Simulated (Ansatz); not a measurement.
# Ligand exchange: GeH2(CH3)(GeH3) + HOCN → GeH2(GeH3)(OH) + C2H3N

Gas-phase species: GeH2(CH3)(GeH3), singlet; HOCN `N#CO`, singlet; GeH2(GeH3)(OH), singlet; C2H3N (acetonitrile) `CC#N`, singlet. The partners trade CH3 for OH: Ge–CH3 and C–OH bonds give way to Ge–OH and C–CH3.

Shapes, held fixed at every level: PBE0-D4/def2-TZVP. Flexible molecules stand in one conformer, not always the lowest. Programs: Ansatz 0.2.0. The zero-point and thermal change to 298 K, harmonic and unscaled (PBE0-D4/def2-TZVP), is +1.5 kJ/mol.

(1) Estimate ΔH(298 K) of this reaction.

Results:

(1) The highest level, CCSD(T)/def2-TZVPP, gives ΔH(298 K) = -107.1 kJ/mol; the levels span -110.2 to -87.4. The column of differences is taken from that level and isn't an error. No measured value is set beside it here. Relativity is left out for Ge. Outer-core shells of Ge are correlated, in sets that cover them unevenly.

```csv
level,kind,ΔH(298 K) (kJ/mol),less CCSD(T)/def2-TZVPP
SPW92/def2-TZVPP,LDA,-87.4,+19.7
wB97M-V/def2-TZVPP,range-separated hybrid,-106.5,+0.6
wB97X-V/def2-TZVPP,range-separated hybrid,-106.6,+0.5
MP2/def2-TZVPP,perturbation theory,-110.2,-3.1
CCSD(T)/def2-SVP,coupled cluster or CI,-98.6,+8.5
CCSD/def2-SVP,coupled cluster or CI,-101.0,+6.1
CCSD/def2-TZVPP,coupled cluster or CI,-109.3,-2.2
CCSD(T)/def2-TZVPP,coupled cluster or CI,-107.1,0.0
```

The exchange is strongly exothermic at every level, with CCSD(T)/def2-TZVPP giving -107.1 kJ/mol. The main driving force is the preference of electropositive germanium for oxygen over carbon: the Ge–OH bond gains much more from polarity than the Ge–CH3 bond it replaces. On the carbon side, acetonitrile gains a strong C–CH3 bond, but the conjugation between the oxygen lone pair and the CN group in HOCN is lost, which probably offsets part of the gain.

Enlarging the basis from def2-SVP to def2-TZVPP makes the reaction more exothermic with both CCSD and CCSD(T), and this shift outweighs the effect of triples, which reduce the exothermicity in either basis. The smaller set probably describes the polar Ge–O bond less evenly than the bonds it replaces. Both range-separated hybrids lie close to CCSD(T)/def2-TZVPP, whereas LDA clearly underestimates the exothermicity relative to it. The favourable enthalpy doesn't show that the exchange is fast, since breaking Ge–C and C–O bonds may require a high barrier.
